**Question: Where do the flux–number relation and the shift of the Jain states on the sphere come from?**

I want to diagonalise small systems on the sphere. Tables tell me that $\nu=2/5$ with six electrons sits at $2Q=11$, although $N/\nu=15$. I am told that $2Q=N/\nu-S$ with a "shift" $S$ that depends on the state, and that the angular momenta of the low-lying levels at nearby flux can be read off from free fermions in a smaller monopole field. How is this derived? Which parts are theorems and which are assumptions?

---

**Answer**

The result, to be derived below, is

$$\nu=\frac{n}{2pn\pm1},\qquad 2Q=\frac{N}{\nu}-S,\qquad S=2p\pm n .$$

The flux and the angular momentum of the composite-fermion wave functions are exact statements about polynomials. That these functions describe the low-energy states is a physical assumption.

## 0. Premises and conventions

**P1 (geometry).** $N$ fully spin-polarised electrons of charge $-e$ and band mass $m_b$ move on a sphere of radius $R$ in a uniform radial field $B$ (Haldane's geometry). Define $Q=eBR^2/\hbar$, positive for an outward field. The total flux is $4\pi R^2B=2Q\,\phi_0$ with $\phi_0=h/e$, and $R=\sqrt{|Q|}\,\ell$ with $\ell=\sqrt{\hbar/e|B|}$. I take the physical $Q>0$. Angular momenta are in units of $\hbar$ and lengths in units of $\ell$.

**P2 (lowest Landau level).** The cyclotron energy is large against $e^2/4\pi\epsilon\ell$, so all electrons are in the lowest Landau level (LLL), with a rotationally invariant two-body repulsion.

**P3 (Jain's composite-fermion map).** The low-energy states have the form

$$\Psi=P_{\rm LLL}\,J^{2p}\,\Phi_{Q^*},\tag{1}$$

where $p$ is a positive integer, $J$ is the Jastrow factor of step 2, and $\Phi_{Q^*}$ is an antisymmetric state of $N$ free fermions at some monopole strength $Q^*$.

**P4 (energy ordering).** The $\Psi$ are ordered into bands by the kinetic energy of their $\Phi_{Q^*}$. The lowest band comes from filling the shells at $Q^*$ from the bottom.

The filling of a family of states is $\nu=\lim_{N\to\infty}N/2Q$, and the shift $S$ is defined by $2Q=N/\nu-S$ along the family.

## 1. One particle: shells with $l=|Q|+k$

Take the gauge $A_\varphi=-(\hbar Q/eR)\cot\theta$. Its radial curl is $(R\sin\theta)^{-1}\partial_\theta(\sin\theta A_\varphi)=\hbar Q/eR^2=B$. With kinetic momentum $\mathbf p+e\mathbf A$, the Hamiltonian is $H=\hbar^2\Lambda^2/2m_bR^2$, with

$$\Lambda^2=-\frac1{\sin\theta}\partial_\theta\sin\theta\,\partial_\theta+\frac{(-i\partial_\varphi-Q\cos\theta)^2}{\sin^2\theta}.\tag{2}$$

The gauge is singular at both poles. The function $e^{-iQ\varphi}\psi$ belongs to a gauge regular at the north pole, and $e^{+iQ\varphi}\psi$ to one regular at the south pole. Both must be single-valued, so their ratio $e^{2iQ\varphi}$ must be too: $2Q$ is an integer (the Dirac condition).

A third angle $\chi$ removes the singularities. Define the spinor

$$u=\cos\tfrac\theta2\,e^{i(\varphi+\chi)/2},\qquad v=\sin\tfrac\theta2\,e^{-i(\varphi-\chi)/2},\qquad |u|^2+|v|^2=1,$$

and $f=\psi\,e^{iQ\chi}$. Near the north pole $f=(e^{-iQ\varphi}\psi)\,(u/|u|)^{2Q}$, and near the south pole $f=(e^{iQ\varphi}\psi)\,(v/|v|)^{2Q}$. The allowed wave functions are therefore the regular functions on the unit three-sphere with $-i\partial_\chi f=Qf$. In spinor variables

$$\hat Q=-i\partial_\chi=\tfrac12\left(u\partial_u+v\partial_v-\bar u\partial_{\bar u}-\bar v\partial_{\bar v}\right),$$
$$L_z=-i\partial_\varphi=\tfrac12\left(u\partial_u-v\partial_v-\bar u\partial_{\bar u}+\bar v\partial_{\bar v}\right),\quad L_+=u\partial_v-\bar v\partial_{\bar u},\quad L_-=v\partial_u-\bar u\partial_{\bar v}.$$

These obey $[L_+,L_-]=2L_z$ and $[L_z,L_\pm]=\pm L_\pm$, annihilate $|u|^2+|v|^2$, and commute with $\hat Q$. With $x+iy=2u\bar v$ and $z=|u|^2-|v|^2$ for the unit vector $\hat{\mathbf r}$, collecting the coefficients of the four derivatives gives $\hat{\mathbf r}\cdot\mathbf L=\hat Q$.

The metric of the three-sphere is $|du|^2+|dv|^2=\frac14[d\theta^2+\sin^2\theta\,d\varphi^2+(d\chi+\cos\theta\,d\varphi)^2]$. The three $L_a$ generate isometries along mutually orthogonal vector fields of length $\frac12$, so $\mathbf L^2$ is $-\frac14$ times the Laplacian of this metric. Inverting the metric gives $\mathbf L^2=-\frac1{\sin\theta}\partial_\theta\sin\theta\,\partial_\theta-\partial_\chi^2-(\partial_\varphi-\cos\theta\,\partial_\chi)^2/\sin^2\theta$, and comparison with (2) gives $\Lambda^2=\mathbf L^2-Q^2$.

Which $l$ occur? Let $\mathcal P(r,s)$ be the polynomials homogeneous of degree $r$ in $(u,v)$ and $s$ in $(\bar u,\bar v)$. They have

$$Q=\tfrac12(r-s),\qquad \dim\mathcal P(r,s)=(r+1)(s+1).\tag{3}$$

Both $(u,v)$ and $(\bar v,-\bar u)$ are spin-$\frac12$ doublets, so $\mathcal P(r,s)$ is the product of spin $r/2$ and spin $s/2$. It contains $l=|Q|,|Q|+1,\dots,(r+s)/2$, once each. Multiplying by $|u|^2+|v|^2=1$ embeds $\mathcal P(r-1,s-1)$ in $\mathcal P(r,s)$, so at fixed $Q$ these spaces are nested, and their union is dense because polynomials are dense on the three-sphere. Hence the spectrum consists of shells

$$l_k=|Q|+k,\qquad g_k=2|Q|+2k+1,\qquad E_k=\frac{\hbar^2}{2m_bR^2}\left[l_k(l_k+1)-Q^2\right],\qquad k=0,1,2,\dots\tag{4}$$

For $Q\neq0$ this is $E_k=\hbar\omega_c[k+\frac12+k(k+1)/2|Q|]$ with $\omega_c=e|B|/m_b$. The shells are the Landau levels. For $Q\ge0$ the top state of shell $k$ is $u^{2Q+k}\bar v^{\,k}$, and the LLL is $\mathcal P(2Q,0)$, the polynomials of degree $2Q$ in $u,v$. Complex conjugation sends $Q\to-Q$ and keeps the shell structure.

One by-product will be used twice: **the lowest $n$ shells together are the space $\mathcal P(r,s)$ with $\min(r,s)=n-1$ and $r-s=2Q$.**

## 2. The Jastrow factor adds $2p(N-1)$ flux quanta and no angular momentum

Define
$$J=\prod_{i<j}(u_iv_j-u_jv_i).$$

Three properties are needed.

*Degree.* Particle $i$ appears in $N-1$ factors, linearly in each, so $\hat Q_iJ=\frac12(N-1)J$. Since $\hat Q_i$ is a first-order differential operator, $\hat Q_i(J^{2p}\Phi)=[Q^*+p(N-1)]J^{2p}\Phi$. Thus

$$2Q=2Q^*+2p(N-1).\tag{5}$$

The count is $N-1$ because a particle sees the zeros attached to the others and none attached to itself. $Q^*$ may have either sign.

*Rotations.* Each factor is the singlet of two doublets, for example $(u_i\partial_{v_i}+u_j\partial_{v_j})(u_iv_j-u_jv_i)=0$. So the total $\mathbf L=\sum_i\mathbf L_i$ annihilates $J$, and by the product rule $\mathbf L(J^{2p}\Phi)=J^{2p}\,\mathbf L\Phi$.

*Statistics.* $J^{2p}$ is symmetric, so $J^{2p}\Phi$ is antisymmetric.

## 3. The projection changes neither $Q$ nor $L$

$P_{\rm LLL}=\prod_iP_i$, where $P_i$ projects on $l_i=Q$ inside the space of monopole strength $Q$. It is a function of $\mathbf L_i^2$, so it commutes with the total $\mathbf L$, and the product is symmetric under permutations. The map $\Phi\mapsto P_{\rm LLL}J^{2p}\Phi$ therefore commutes with rotations. By Schur's lemma it sends a multiplet of angular momentum $L$ either to a multiplet of the same $L$ or to zero. Multiplication by $J^{2p}$ alone is injective, since $J\ne0$ almost everywhere. Only the projection can destroy a multiplet, or make the images of several multiplets of equal $L$ linearly dependent.

The projection has a closed form. With $t=|u|^2$ the normalised measure $\frac12\sin\theta\,d\theta$ becomes $dt$, so $\langle|u|^{2a}|v|^{2b}\rangle=a!\,b!/(a+b+1)!$. Take $a+b=2Q+s$ and $\alpha+\beta=s$. The phase integrals leave one LLL monomial that overlaps with $\bar u^\alpha\bar v^\beta u^av^b$, namely $u^{a-\alpha}v^{b-\beta}$, with coefficient

$$\frac{a!\,b!}{(2Q+s+1)!}\cdot\frac{(2Q+1)!}{(a-\alpha)!\,(b-\beta)!}.$$

The ratio $a!\,b!/(a-\alpha)!\,(b-\beta)!$ is what $\partial_u^\alpha\partial_v^\beta$ produces. For any polynomial $g$ of degree $2Q+s$, therefore,

$$P\left[\bar u^\alpha\bar v^\beta g\right]=\frac{(2Q+1)!}{(2Q+s+1)!}\,\partial_u^\alpha\partial_v^\beta\,g .\tag{6}$$

## 4. Filled shells: the flux–number relation

Filling the shells $k=0,\dots,n-1$ at $Q^*$ takes

$$N=\sum_{k=0}^{n-1}(2|Q^*|+2k+1)=n\,(2|Q^*|+n),\tag{7}$$

in agreement with (3), which gives $(2|Q^*|+n)\,n$. The Slater determinant $\Phi_n$ that fills this space is unique up to a factor. A rotation maps the space to itself and so multiplies $\Phi_n$ by a number. A one-dimensional representation of SU(2) is trivial, so $L=0$. By steps 2 and 3, $\Psi$ has $L=0$ and a uniform density, provided it survives the projection.

From (7), $2|Q^*|=N/n-n$. This requires that $n$ divide $N$ and that $N\ge n^2$. Insert it in (5).

*Effective field parallel to $B$, $Q^*\ge0$:*
$$2Q=2p(N-1)+\frac Nn-n=\frac{2pn+1}{n}N-(2p+n).\tag{8}$$

*Effective field reversed, $Q^*\le0$:*
$$2Q=2p(N-1)-\frac Nn+n=\frac{2pn-1}{n}N-(2p-n).\tag{9}$$

Both are linear in $N$. The slope gives $\nu=n/(2pn\pm1)$ and the intercept gives $S=2p\pm n$.

The two parts of $S$ have plain origins. The $2p$ is the missing self-flux in (5). The $n$ is the average over the filled shells of the excess $g_k-2|Q^*|=2k+1$. It enters with a minus sign in (9) because there a smaller $|Q^*|$ means a larger $Q$.

Two limits check the formulas. For $n=1$, (8) gives $\Phi_1\propto J$, $\Psi\propto J^{2p+1}$ and $2Q=(2p+1)(N-1)$, which is Laughlin's state. For $n=1$, (9) gives $2Q=(2p-1)(N-1)$, the flux of the Laughlin state with $p$ lowered by one, and the filled LLL for $p=1$.

At $Q^*=0$, (5) gives $2Q=2pN-2p$, the family with $\nu=1/2p$ and $S=2p$ used for the composite-fermion Fermi sea. Its closed shells lie at $N=n^2$.

**Aliasing.** By (3), every filled-shell state has $N=(r+1)(s+1)$ and $2Q=2p(N-1)+r-s$. This point satisfies (8) with $n=s+1$ and also (9) with $n=r+1$. The number of filled shells is $\min(r,s)+1$, and the filling is fixed only by how the family is continued, $r\to\infty$ at fixed $s$ or the reverse. A single pair $(N,2Q)$ does not determine $\nu$.

## 5. Away from filled shells

Take any $(N,2Q)$, compute $Q^*$ from (5), and define for a chosen parent state with $n$ shells

$$\delta=N-n(2|Q^*|+n).\tag{10}$$

By P4 the lowest band comes from the following configurations.

- For $0<\delta\le 2|Q^*|+2n+1$: $n$ filled shells and $\delta$ fermions in the shell $k=n$, with $l=|Q^*|+n$.
- For $0<-\delta\le 2|Q^*|+2n-1$: $n-1$ filled shells and $|\delta|$ holes in the shell $k=n-1$, with $l=|Q^*|+n-1$.

In both cases the open shell has $l=|Q^*|+n_{\rm f}$, where $n_{\rm f}$ is the number of shells that are completely filled at that $(N,2Q)$, and $Q^*$ is the value at that point, not at the parent state.

The filled shells form a singlet, so the multiplets are those of the open shell alone. For $r$ fermions in a shell $l$, the number $d(M)$ of determinants with $L_z=M$ is the coefficient of $x^rq^M$ in $\prod_{m=-l}^{l}(1+xq^m)$, and angular momentum $L$ occurs $d(L)-d(L+1)$ times. Replacing an occupied set by its complement reverses $M$, because the $m$ of a full shell sum to zero, and $d(M)=d(-M)$. So $r$ holes give the same multiplets as $r$ particles. One particle or hole gives $L=l$, two give $L=2l-1,2l-3,\dots$, and the largest value is $L=r(2l+1-r)/2$. By step 3 the electron states carry the same $L$, apart from multiplets lost in the projection.

Inserting (5) in (10) and using $S=2p\pm n$ gives

$$\delta=\pm\left[(2pn\pm1)N-n(2Q+S)\right].\tag{11}$$

One flux quantum at fixed $N$ changes $\delta$ by $\mp n$. One electron at fixed $2Q$ changes it by $\pm(2pn\pm1)$. If the fluid is incompressible and the added charge is shared equally among identical localised objects, a fermion in the open shell carries $-e/(2pn+1)$ for $Q^*>0$ and $+e/(2pn-1)$ for $Q^*<0$, and a hole carries the opposite charge.

At $\delta=0$ the first excited band has one particle in $l=|Q^*|+n$ and one hole in $l=|Q^*|+n-1$. Before projection it contains $L=1,2,\dots,2|Q^*|+2n-1$, and the upper end equals $N/n+n-1$.

## 6. Two exact tests of the counting

**Short-range model.** In the LLL a pair with angular momentum $2Q-m$ has the wave function $(u_1v_2-u_2v_1)^m$ times a polynomial of degree $2(2Q-m)$ in the symmetric multiplet, with $m$ odd for polarised electrons. Take an interaction that assigns positive energies $V_m$ (Haldane pseudopotentials) to $m<2p+1$ and zero to the rest. A state of zero energy has no amplitude in those channels, so it is divisible by $(u_iv_j-u_jv_i)^{2p+1}$ for every pair. These factors are distinct irreducible polynomials, so the state is $J^{2p+1}$ times a symmetric polynomial, which is $J^{2p}\Phi$ with $\Phi$ antisymmetric of degree $2Q-2p(N-1)=2Q^*$. Conversely every such product has zero energy. For $N\le2Q^*+1$ the lowest band of this model is therefore exactly the set (1) with all fermions in the shell $l=Q^*$, with no projection needed.

**Particle–hole symmetry.** For polarised electrons in one shell, exchanging creation and annihilation operators turns a two-body interaction into itself plus a one-body term and a constant. The one-body term is rotationally invariant within a single multiplet, so it is proportional to the particle number. The systems $N$ and $N'=2Q+1-N$ at the same $2Q$ therefore have the same levels and $L$ values up to a constant. The map (1) does not display this symmetry, yet for $p=1$ its counting respects it. From (5),

$$2Q^{*\prime}=2Q-2(N'-1)=2-2Q^*,\qquad N'=N+2Q^*-1 .\tag{12}$$

For $Q^*\ge1$, $Q^{*\prime}=1-Q^*\le0$, so the shells of the conjugate system have $l=Q^*-1,Q^*,Q^*+1,\dots$. They are the original shells plus one lower shell of capacity $2Q^*-1$, which is exactly $N'-N$. The open shell has the same $l$ and the same occupation. The case $Q^*\le0$ is this one read backwards, and $Q^*=\frac12$ maps to itself. In particular the conjugate of (8) with $n$ shells is (9) with $n+1$ shells, that is $\nu=(n+1)/(2n+1)$ and $S=1-n$.

## 7. Range of validity

*Exact.* Equations (5), (7)–(9) and the preservation of $L$ hold for any $N$ as statements about the functions (1), whatever the interaction. They need $n\,|\,N$, $N\ge n^2$, and a projection that does not vanish. There are no $1/N$ corrections to (8) and (9).

*Assumed.* P3 and P4 are derived only in special cases such as the short-range model above. Their support for the Coulomb interaction in the LLL comes from exact diagonalisation of small systems. The spacing of the composite-fermion shells is set by the interaction, of order $e^2/4\pi\epsilon\ell$ times a number that the counting does not supply. The band mass in (4) plays no role in it.

*Open shells.* The counting lists the $L$ values in the lowest band but not their order, which the residual interaction between composite fermions decides. The list is useful while the width of the band stays below the shell spacing. With many fermions in the open shell the band can overlap the next one, or reorganise into a daughter state with its own shift. For excited bands the list is an upper bound, since the projection can remove multiplets, as the example shows.

*Spin.* With $n_\uparrow$ and $n_\downarrow$ filled shells and $n=n_\uparrow+n_\downarrow$, (7) becomes $N=2|Q^*|n+n_\uparrow^2+n_\downarrow^2$, so $S=2p\pm(n_\uparrow^2+n_\downarrow^2)/n$ at the same $\nu$. The result $2p\pm n$ is for full polarisation only.

*Landau levels.* If the $N$ active electrons occupy the physical level $k$ above inert filled levels, their shell has $l=Q+k$. The formulas then hold with $2Q+2k$ in place of $2Q$, so the shift counted for the active electrons rises by $2k$, and P4 can fail because the pseudopotentials differ. Landau-level mixing that is switched on without closing the gap leaves a non-degenerate $L=0$ ground state at the same $(N,2Q)$ for each $N$, so $\nu$ and $S$ do not change.

*Small systems.* Because of aliasing, an $L=0$ ground state at one $(N,2Q)$ does not identify the phase. The family has to be followed in $N$.

## 8. Illustration: $\nu=2/5$, $N=6$, $2Q=11$

**Flux.** With $p=1$, (5) gives $2Q^*=11-10=1$. The shells have $l=\frac12,\frac32,\frac52$ and capacities $2,4,6$. Six fermions fill the first two, so $n=2$, $S=4$, and $2Q=15-4=11$. The sphere has $R=\sqrt{5.5}\,\ell=2.345\,\ell$. The ratio $N/2Q=0.545$ exceeds $\nu$ by the factor $1.364$, so at this size the shift is no small correction. The spin singlet with $n_\uparrow=n_\downarrow=1$ has $S=3$ and would sit at $2Q=12$.

**Alias.** Here $r=2$, $s=1$. The point also satisfies (9) with $n=3$, $2Q=\frac53N+1=11$, the line of $\nu=3/5$, although three reversed shells need $N\ge9$. This matches (12): six electrons in twelve orbitals at $Q^*=\frac12$ are their own particle–hole conjugate.

**Explicit wave function.** The two shells span $\mathcal P(2,1)=\{v^2,uv,u^2\}\otimes\{\bar u,\bar v\}$. Expand the $6\times6$ determinant along the three rows with $\bar u$. The particles split into a triple $A$ with $\bar u$ and a triple $B$ with $\bar v$, each with a Vandermonde determinant $\Delta$. By (6), with $s=1$ for every particle and the common factor $1/13$ per particle dropped,

$$\Psi\propto\sum_{A|B}\epsilon(A|B)\prod_{a\in A}\partial_{u_a}\prod_{b\in B}\partial_{v_b}\left[\Delta_A\Delta_BJ^2\right],\tag{13}$$

where $\epsilon=(-1)^{\text{number of pairs } i<j \text{ with } i\in B,\ j\in A}$. The bracket has power $3$ for pairs within a triple and $2$ for pairs across (the form of Halperin's 332 function). Its degree per particle is $3\cdot2+2\cdot3=12$, and one derivative lowers it to $11$.

**The projection does not vanish.** Put $z=u/v$, so that the bracket becomes $\prod_{i<j}(z_j-z_i)^{K_{ij}}$ with $K=3$ or $2$. I compute the coefficient in (13) of the monomial with exponents $\lambda=(0,1,4,7,10,11)$ for particles 1 to 6. A particle in $A$ needs the exponent $\lambda+1$ in the bracket and gets the weight $\lambda+1$ from $\partial_u$. A particle in $B$ needs $\lambda$ and gets $12-\lambda$ from $\partial_v$.

For the pair $(1,2)$ the required total power is $3$, $2$, $1$ for the labels $AA$, mixed, $BB$, against the minimum $K_{12}=3,2,3$. So $BB$ is excluded, and otherwise the total is the minimum, which means that every factor linking 1 or 2 to a later particle $j$ contributes its $z_j$. In the same way the pair $(5,6)$ carries its maximum total power, and $AA$ is excluded. The coefficient factorises into three pair problems, each a binomial coefficient of $(z_j-z_i)^K$ after the powers supplied by the earlier particles are removed.

- Pair $(1,2)$. $AA$: exponents $(1,2)$, coefficient $-3$, weight $2$, product $-6$. $AB$: $(1,1)$, $-2\times11=-22$. $BA$: $(0,2)$, $1\times24$ with $\epsilon=-1$, giving $-24$. The mixed labels sum to $-46$.
- Pair $(5,6)$. The same numbers appear: $-6$ for $BB$ and $-46$ for mixed.
- Pair $(3,4)$, with $\lambda=(4,7)$. After $AA$ an $A$ has received the power $6$ and a $B$ the power $4$, and after a mixed pair both have received $5$. Only residual exponents $(0,K)$ occur, with coefficient $1$.

Combining pairs $(1,2)$ and $(3,4)$, with the sign for $B$ before $A$ among the four:

| labels of 1–4 | surviving terms | value |
|---|---|---|
| three $A$, one $B$ | $AA\,BA$: $(-6)(-64)=384$; mixed $AA$: $(-46)(40)=-1840$ | $-1456$ |
| two $A$, two $B$ | $AA\,BB$: $(-6)(40)=-240$; mixed $AB$: $-(-46)(25)=1150$ | $910$ |

The first row is completed by $BB$. The second is completed by a mixed pair, whose $A$ follows two $B$ and brings no further sign. The coefficient is $(-1456)(-6)+(910)(-46)=8736-41860=-33124$. It is nonzero, so (13) is a genuine $L=0$ state in the LLL at $2Q=11$.

**Size of the space.** There are $\binom{12}{6}=924$ states. The generating function of step 5 with $l=\frac{11}2$, $r=6$ gives $d(0),\dots,d(5)=58,55,55,51,48,42$. The values $L=0,1,2,3,4$ therefore occur $3,0,4,3,6$ times, among $58$ multiplets in all. The state (13) is one vector in a three-dimensional $L=0$ space.

**Neutral excitations.** In units of the prefactor of $l(l+1)$, the promotion $\frac32\to\frac52$ costs $5$ and $\frac12\to\frac52$ costs $8$, so the first excited band is $\frac52\otimes\frac32$, with $24$ states in $L=1,2,3,4$. The LLL space has no $L=1$ multiplet at all, so the projection must annihilate that one. What remains is at most $L=2,3,4$, with $21$ states.

**Neighbouring flux.** The table applies step 5 to $N=6$, $p=1$, and to the particle–hole conjugate from (12). Occupations are listed shell by shell, and $a/g$ marks an open shell with $a$ fermions in $g$ orbitals.

| $2Q$ | $2Q^*$ | occupations | open $l$ | $L$ | $N'$ | $2Q^{*\prime}$ | occupations |
|---|---|---|---|---|---|---|---|
| 9 | $-1$ | 2, 4 | none | 0 | 4 | 3 | 4 |
| 10 | 0 | 1, 3, 2/5 | 2 | 1, 3 | 5 | 2 | 3, 2/5 |
| 11 | 1 | 2, 4 | none | 0 | 6 | 1 | 2, 4 |
| 12 | 2 | 3, 3/5 | 2 | 1, 3 | 7 | 0 | 1, 3, 3/5 |
| 13 | 3 | 4, 2/6 | 5/2 | 0, 2, 4 | 8 | $-1$ | 2, 4, 2/6 |
| 14 | 4 | 5, 1/7 | 3 | 3 | 9 | $-2$ | 3, 5, 1/7 |
| 15 | 5 | 6 | none | 0 | 10 | $-3$ | 4, 6 |

The closed-shell rows are $\nu=2/3$ with $S=0$ at $2Q=9$, $\nu=2/5$ with $S=4$ at $11$, and $\nu=1/3$ with $S=3$ at $15$. In every row the open shell of the conjugate system is the same, as (12) requires. Measured from the $2/5$ state, (11) reads $\delta=5N-2(2Q+4)$. At $2Q=10$ it gives $\delta=+2$, two particles of charge $-e/5$ in $l=|Q^*|+n=2$, and at $2Q=12$ it gives $\delta=-2$, two holes of charge $+e/5$ in $l=|Q^*|+n-1=2$. In both cases the predicted lowest band is $L=1$ and $3$, which is $10$ states out of $462$ at $2Q=10$ and out of $1716$ at $2Q=12$.